# Random telegraph noise tails in a flash array: the compound-Poisson model

Read the threshold voltage of every cell of an array twice, a time $t$ apart, and histogram the difference $\Delta = V_T(t) - V_T(0)$. Most cells do not move. A few jump up or down because an oxide trap has changed its charge between the reads. This page derives the distribution of $\Delta$, its exponential tails and their slow drift with $t$.

**Conventions.** The cell is n-channel and $V_T$ is referred to the control gate, so capture of an electron raises $V_T$. The characteristic function is $\chi(k) = \langle e^{ik\Delta}\rangle$, averaged over cells. Voltages are in mV, and $u = x/s$ is a voltage $x>0$ in units of the mean step $s$.

## 1. Premises

- **P1, two-state traps.** Each trap is empty or filled and switches as a Markov process with constant mean capture time $\tau_c$ and mean emission time $\tau_e$.
- **P2, stationarity.** The traps are in equilibrium with the channel Fermi level $E_F$ at the read bias, before the first read and between the reads.
- **P3, Poisson placement.** Traps are placed independently with a uniform density $N_t$ (cm$^{-3}$ eV$^{-1}$) in position and in energy $E$, and they switch independently.
- **P4, exponential steps.** Filling a trap shifts $V_T$ by $A>0$ with density $e^{-A/s}/s$. Steps are independent of each other and of $E$, $\tau_c$, $\tau_e$, and they add. This is an input, not derived here. Its usual rationale is that discrete dopants make the channel current filamentary, so a trap above a filament has a much larger effect than the average trap.
- **P5, log-uniform times.** The relaxation time $\tau$, defined by $1/\tau = 1/\tau_c + 1/\tau_e$, is independent of $E$ and uniform in $\ln\tau$ between $\tau_{\min}$ and $\tau_{\max}$.
- **P6, snapshot reads.** A read sees the instantaneous state of traps with $\tau > \tau_{\min}$ and only the time average of faster ones. Thus $\tau_{\min}$ is of the order of the time over which one $V_T$ value is acquired.

P5 is needed only in Section 6.

## 2. One trap between two reads

The filling probability $p(t)$ obeys

$$\dot p = \frac{1-p}{\tau_c} - \frac{p}{\tau_e} = -\frac{p-f}{\tau}, \qquad f = \frac{\tau_e}{\tau_c+\tau_e},$$

so $p(t) = f + [p(0)-f]e^{-t/\tau}$. Starting empty, $p(0)=0$, the trap is filled at the second read with probability $f(1-e^{-t/\tau})$. Starting filled, $p(0)=1$, it is empty with probability $(1-f)(1-e^{-t/\tau})$. By P2 the first read finds it empty with probability $1-f$ and filled with probability $f$. The joint probabilities of an upward and a downward step are therefore equal:

$$p_\uparrow = p_\downarrow = f(1-f)\,(1-e^{-t/\tau}). \tag{1}$$

The symmetry needs only equal filling probabilities at the two reads, since $p(t)-p(0) = p_\uparrow - p_\downarrow$. "Switched" means that the two snapshots differ. A trap with $\tau \ll t$ flips many times, but it contributes $0$ or $\pm A$ only, and it counts with probability $2f(1-f) \le 1/2$.

Given a switch, the step is $\pm A$ with equal odds, which is the two-sided exponential (Laplace) density $e^{-|x|/s}/2s$. Because this density is even, its characteristic function is

$$\varphi(k) = \int_0^\infty \cos(kA)\,\frac{e^{-A/s}}{s}\,dA = \mathrm{Re}\,\frac{1}{1-isk} = \frac{1}{1+s^2k^2}. \tag{2}$$

## 3. Characteristic function and cumulants

Divide position-energy space into small elements $j$, each holding a trap with probability $d\Lambda_j = N_t\,dV\,dE \ll 1$. Element $j$ gives a step with probability $q_j\,d\Lambda_j$, where $q_j = p_\uparrow + p_\downarrow$, and nothing otherwise. Its characteristic function is $1 + q_j\,d\Lambda_j(\varphi - 1)$. Independent additive contributions (P3, P4) multiply. Taking the logarithm and letting the elements shrink, the terms of order $d\Lambda_j^2$ vanish and

$$\chi(k) = \exp\left\{ n\left[\frac{1}{1+s^2k^2} - 1\right]\right\}, \qquad n = \int q\,d\Lambda. \tag{3}$$

Expanding the exponential shows what $n$ means:

$$\chi(k) = \sum_{m=0}^\infty \frac{e^{-n}n^m}{m!}\,\varphi(k)^m. \tag{4}$$

The number $m$ of switched traps is Poisson with mean $n$, and $\Delta$ is the sum of $m$ Laplace steps. The $m=0$ term is a delta function at $\Delta = 0$ with weight $e^{-n}$.

Cumulants are defined by $\ln\chi = \sum_r \kappa_r (ik)^r/r!$. The geometric series gives $\ln\chi = n\sum_{l\ge1} (isk)^{2l}$, so odd cumulants vanish and $\kappa_{2l} = (2l)!\,n\,s^{2l}$. In particular

$$\sigma^2 = \kappa_2 = 2ns^2, \qquad \frac{\kappa_4}{\kappa_2^2} = \frac{24\,n s^4}{4n^2s^4} = \frac{6}{n}. \tag{5}$$

The excess kurtosis $6/n$ is large for $n \ll 1$. In that regime $\sigma$ says little about the tail, and margins quoted as multiples of $\sigma$ mislead. A Gaussian core appears only for $n \gg 1$.

## 4. The exact tail

Let $T_m(u)$ be the probability that $m$ Laplace steps sum to more than $x = us$. Factor $\varphi^m = (1-isk)^{-m}(1+isk)^{-m}$. The first factor belongs to a sum of $m$ exponentials, which in units of $s$ is a gamma variable $G$ of density $y^{m-1}e^{-y}/(m-1)!$. The second belongs to minus an independent copy $G'$. Hence $T_m(u) = P(G > u + G')$. Repeated integration by parts gives the gamma tail

$$P(G>v) = e^{-v}\sum_{l=0}^{m-1}\frac{v^l}{l!}.$$

Put $v = u+y$, use $(u+y)^l/l! = \sum_{i+j=l} u^jy^i/(j!\,i!)$, and average over $G'=y$ with

$$\int_0^\infty \frac{y^{m-1}e^{-y}}{(m-1)!}\,\frac{y^ie^{-y}}{i!}\,dy = \binom{m-1+i}{i}2^{-(m+i)}.$$

The result is $T_m = e^{-u}t_m(u)$ with a polynomial

$$t_m(u) = \sum_{j=0}^{m-1}\frac{u^j}{j!}\sum_{i=0}^{m-1-j}\binom{m-1+i}{i}2^{-(m+i)}. \tag{6}$$

The first four are

$$t_1 = \tfrac12,\quad t_2 = \tfrac12+\tfrac{u}{4},\quad t_3 = \tfrac12+\tfrac{5u}{16}+\tfrac{u^2}{16},\quad t_4 = \tfrac12+\tfrac{11u}{32}+\tfrac{3u^2}{32}+\tfrac{u^3}{96}.$$

Weighting with the Poisson factors of (4), for any $n$ and $x>0$,

$$P(\Delta > x) = e^{-n-u}\sum_{m=1}^\infty \frac{n^m}{m!}\,t_m(u). \tag{7}$$

The lower tail $P(\Delta<-x)$ is the same. Every $t_m(0)$ equals $1/2$, as the symmetry of the sum requires, so $P(\Delta>0) = (1-e^{-n})/2$.

## 5. Small $n$, and how far out it holds

Take out the factor $n/2$ in (7) and expand the rest in $n$:

$$e^{-n}\left[1 + n\,t_2 + \tfrac{n^2}{3}t_3+\dots\right] = 1 - n + n\left(\tfrac12+\tfrac u4\right) + O(n^2),$$

where the coefficient of $n^2$ grows as $u^2$. Therefore

$$P(\Delta > x) = \frac n2\,e^{-x/s}\left[1 + \frac{n\,(x/s-2)}{4} + \dots\right]. \tag{8}$$

The leading term is the single-trap tail $(n/2)\,e^{-x/s}$. On a semilog plot it is a straight line that falls one decade per $s\ln10$ and extrapolates to $n/2$ at $x=0$. The bracket shows that two conditions are needed, $n \ll 1$ and $x \ll 4s/n$. The second arises because two upward steps can share a large $x$ in a number of ways that grows with $x$, so far enough out multi-trap events dominate however small $n$ is.

The far tail follows from the partial fractions $\varphi = \frac12[(1-isk)^{-1} + (1+isk)^{-1}]$. Inserted in (3), they show that $\Delta/s = U - D$, where $U$ and $D$ are independent sums of a Poisson number, of mean $a = n/2$, of unit exponentials. For $y>0$ the density of $U$ is a sum of gamma densities that is the series of the modified Bessel function $I_1$:

$$g(y) = e^{-a-y}\sum_{j\ge1}\frac{a^jy^{j-1}}{j!\,(j-1)!} = e^{-a-y}\sqrt{a/y}\;I_1(2\sqrt{ay}).$$

The density of $U-D$ at $u>0$ is $\langle g(u+D)\rangle$. With $I_1(z)\simeq e^z/\sqrt{2\pi z}$ at large $z$, the ratio $g(u+D)/g(u)$ is close to $e^{-(1-\epsilon)D}$ with $\epsilon = \sqrt{a/u}$ when $D \ll u$. Since $\langle e^{-\theta D}\rangle = \exp[a(\frac{1}{1+\theta}-1)]$, the average for small $\epsilon$ is $\exp[a(\frac12+\frac\epsilon4-1)] = e^{-n/4}\exp[a^{3/2}/(4\sqrt u)]$. The last factor is close to one only for $u \gg a^3/16 = n^3/128$. So for $u \gg 1$, $u \gg n$, $nu \gg 1$ and $u \gg n^3/128$ the density in $u$ approaches

$$\frac{e^{-3n/4}(n/2)^{1/4}}{2\sqrt\pi}\;u^{-3/4}\exp\left(-u+\sqrt{2nu}\right). \tag{9}$$

The logarithmic slope still tends to $-1/s$, but the prefactor is no longer $n/2$.

Inverting the leading term of (8), the shift exceeded with probability $P_0$ is

$$x_1 = s\ln\frac{n}{2P_0}. \tag{10}$$

It is linear in $s$ and only logarithmic in $n$.

## 6. Growth of $n$ with the time between reads

**Energy integral.** Detailed balance gives $\tau_c/\tau_e = e^{(E-E_F)/k_BT}$, with any degeneracy factor absorbed in $E$, so $f$ is the Fermi function. Then $f(1-f) = -k_BT\,df/dE$ and $\int 2f(1-f)\,dE = 2k_BT$. Only traps within a few $k_BT$ of $E_F$ matter, and $N_t$ has to be uniform only over that range. An oxide field shifts $E$ linearly with depth. This shear of the depth-energy plane has unit Jacobian and leaves a uniform density unchanged.

**Time constants.** The simplest realisation of P5 is tunnelling through a rectangular barrier, as in McWhorter's model of $1/f$ noise (1957). With $1/\tau_c = f/\tau(z)$ and $1/\tau_e = (1-f)/\tau(z)$, detailed balance holds and the sum of the rates depends on the depth $z$ alone. The electron density decays as $e^{-2\kappa z}$, so

$$\tau(z) = \tau_0e^{z/\lambda}, \qquad \lambda = \frac1{2\kappa}, \qquad \kappa = \frac{\sqrt{2m_{ox}\Phi}}{\hbar},$$

with oxide effective mass $m_{ox}$ and barrier height $\Phi$. Then $dV = WL\,dz = WL\lambda\,d\ln\tau$ for a channel of width $W$ and length $L$. Using (1) in (3),

$$n(t) = \nu\int_{\tau_{\min}}^{\tau_{\max}}(1-e^{-t/\tau})\,\frac{d\tau}{\tau}, \qquad \nu = 2k_BT\,N_t\,WL\lambda. \tag{11}$$

A uniform spread of activation energies in $\tau = \tau_0e^{E_a/k_BT}$ is also log-uniform and gives the same integral with another $\nu$.

**Time integral.** Substituting $y = t/\tau$ turns the integral into $\mathrm{Ein}(t/\tau_{\min}) - \mathrm{Ein}(t/\tau_{\max})$, where

$$\mathrm{Ein}(z) = \int_0^z\frac{1-e^{-y}}{y}\,dy = \ln z + \gamma + E_1(z), \qquad E_1(z) = \int_z^\infty\frac{e^{-y}}{y}\,dy.$$

Both forms have the derivative $(1-e^{-z})/z$, and they agree at $z=1$ by the integral representation $\gamma = \mathrm{Ein}(1) - E_1(1)$ of Euler's constant. Since $E_1(z) < e^{-z}/z$, and $\mathrm{Ein}(z)\simeq z$ for small $z$,

$$n(t) = \nu\left[\ln\frac{t}{\tau_{\min}} + \gamma\right] \quad \text{for } \tau_{\min}\ll t\ll\tau_{\max}, \tag{12}$$

with neglected terms below $\nu(\tau_{\min}/t)e^{-t/\tau_{\min}}$ and of size $\nu t/\tau_{\max}$. For $t \gg \tau_{\max}$ the count saturates at $\nu\ln(\tau_{\max}/\tau_{\min})$. Inside the window each decade of waiting adds $\nu\ln10$ to $n$. The variance grows as $\ln t$, the tail keeps its slope and rises in proportion to $n$, and the quantile (10) moves only as $s\ln\ln t$.

## 7. Range of validity

- **Equations (3) to (7)** are exact under P1 to P4 and P6. Equation (10) and the single-trap tail need in addition $n\ll1$ and $x\ll4s/n$. Equation (12) needs P5 and $\tau_{\min}\ll t\ll\tau_{\max}$.
- **Non-stationary states.** After a program or erase pulse, or a change of bias or temperature, the filling drifts and the mean counts $n_\uparrow$, $n_\downarrow$ differ. The argument of Section 3 then gives $\ln\chi = n_\uparrow[(1-isk)^{-1}-1] + n_\downarrow[(1+isk)^{-1}-1]$, with mean $(n_\uparrow-n_\downarrow)s$ and single-trap tails $n_\uparrow e^{-x/s}$ and $n_\downarrow e^{-x/s}$. If cells rest at standby bias between identical, long-repeated reads, the symmetry survives, but $f$ and $\tau$ during the wait are not those of the read bias, and $\nu$ becomes a fit parameter.
- **Correlated steps.** Traps of one cell share its dopant configuration, so their steps need be neither independent nor additive. The $m=1$ term of (7) uses only the step distribution over all cells and is unaffected. The terms with $m\ge2$ are affected.
- **Shape of the step distribution.** No step can be arbitrarily large, so P4 has to fail somewhere. Use the tail only over the range of $A$ where the exponential has been established for the process at hand. A mixture of values of $s$ bends the tail upward.
- **Read noise.** Independent Gaussian noise of variance $\sigma_r^2$ on $\Delta$ multiplies (3) by $e^{-\sigma_r^2k^2/2}$. It broadens the spike at zero, and well outside the spike it multiplies the exponential tail by $\langle e^{\eta/s}\rangle = e^{\sigma_r^2/2s^2}$, where $\eta$ is the noise.
- **Trap kinetics.** Real oxide traps exchange charge with lattice relaxation, so $\tau$ is thermally activated and is not fixed by depth alone. The expression for $\nu$ in (11) is then an estimate of magnitude, while (12) holds as long as $\ln\tau$ is evenly populated.

## 8. Numerical illustration: a 65 nm NOR array

All inputs in this list are assumed or typical values, not measurements: $s = 25$ mV, $T = 300$ K, $W = 65$ nm, $L = 120$ nm, SiO$_2$ tunnel oxide of thickness $t_{ox} = 9$ nm, $m_{ox} = 0.5\,m_e$, $\Phi = 3.1$ eV, $N_t = 2\times10^{17}$ cm$^{-3}$ eV$^{-1}$, $\tau_0 = 10^{-10}$ s, $\tau_{\min} = 1$ µs.

These give $k_BT = 25.85$ meV, $\kappa = 6.38$ nm$^{-1}$, $\lambda = 0.0784$ nm and $\nu = 6.32\times10^{-3}$, which is $0.0146$ more switched traps per cell per decade of time. If the channel serves traps up to mid-oxide, $\ln(\tau_{\max}/\tau_0) = t_{ox}/2\lambda = 57$, so the upper cutoff plays no role. The tail falls one decade per $57.6$ mV. The table gives the shift exceeded by one cell in a million, $P_0 = 10^{-6}$, from (10) and from (7) summed to $m=6$.

| $t$ | $\ln(t/\tau_{\min})+\gamma$ | $n$ | $\sigma$ (mV) | $x_1$, eq. (10) (mV) | $x$, eq. (7) (mV) |
|---|---|---|---|---|---|
| 1 ms | 7.48 | 0.0473 | 7.7 | 252 | 254 |
| 1 s | 14.39 | 0.0910 | 10.7 | 268 | 273 |
| 1000 s | 21.30 | 0.135 | 13.0 | 278 | 285 |

**Reading the 1 s row.** In 91 % of the cells no trap has switched, and the excess kurtosis is 66. A Gaussian of the same variance would put the one-per-million point at $4.75\,\sigma = 51$ mV, less than a fifth of the model's 273 mV. At that point $u = 10.9$, while $4s/n = 1.1$ V. The correction in (8) is $0.20$, the full series exceeds the single-trap tail by a factor $1.21$, and the quantile moves out by 5 mV. Events with two or more traps make up 25 % of the probability there, which is the share exposed to correlated steps. The local decay length $-(d\ln P/dx)^{-1}$ is 25.5 mV, so a slope fitted in this region returns $s$ almost unchanged.

**Time dependence.** Six decades of waiting move the quantile by 26 mV according to (10) and by 31 mV according to (7).

**Size of neglected effects at 1 s.** Three of them are comparable to the 5 mV multi-trap correction.

- The sharp cutoff in P6 fixes the bracket in (12) only up to a constant of order one. One unit changes $n$ by 7 % and $x_1$ by 1.7 mV.
- The window from 1 µs to 1 s covers depths $\lambda\ln(\tau/\tau_0)$ from 0.72 to 1.8 nm. A parallel-plate estimate at fixed floating-gate potential scales the step by $1-z/t_{ox}$, from 0.92 to 0.80, a spread of $\pm7$ % about the mean. Averaging $e^{-u/(1+\epsilon)}$ over $\epsilon$ uniform in $\pm0.07$ at $u = 10.9$ raises the tail by a factor 1.08, or 1.9 mV.
- An assumed read noise $\sigma_r = 10$ mV raises the tail by a factor 1.08, or $\sigma_r^2/2s = 2.0$ mV.

The last digit of the quantiles therefore serves only to compare the columns of the table.

These numbers belong to the model, not to a product. The quantile scales in proportion to the assumed $s$. The least certain input is $N_t$, which typically varies by an order of magnitude either way with the process and rises with program/erase cycling. A tenfold lower $N_t$ lowers $x_1$ by 57.6 mV. A tenfold higher one gives $n = 0.91$ at 1 s, where (10) no longer applies and the series (7) raises the quantile by more than that amount. For a heavily cycled array the model's value of about 0.27 V is thus expected to lie on the low side.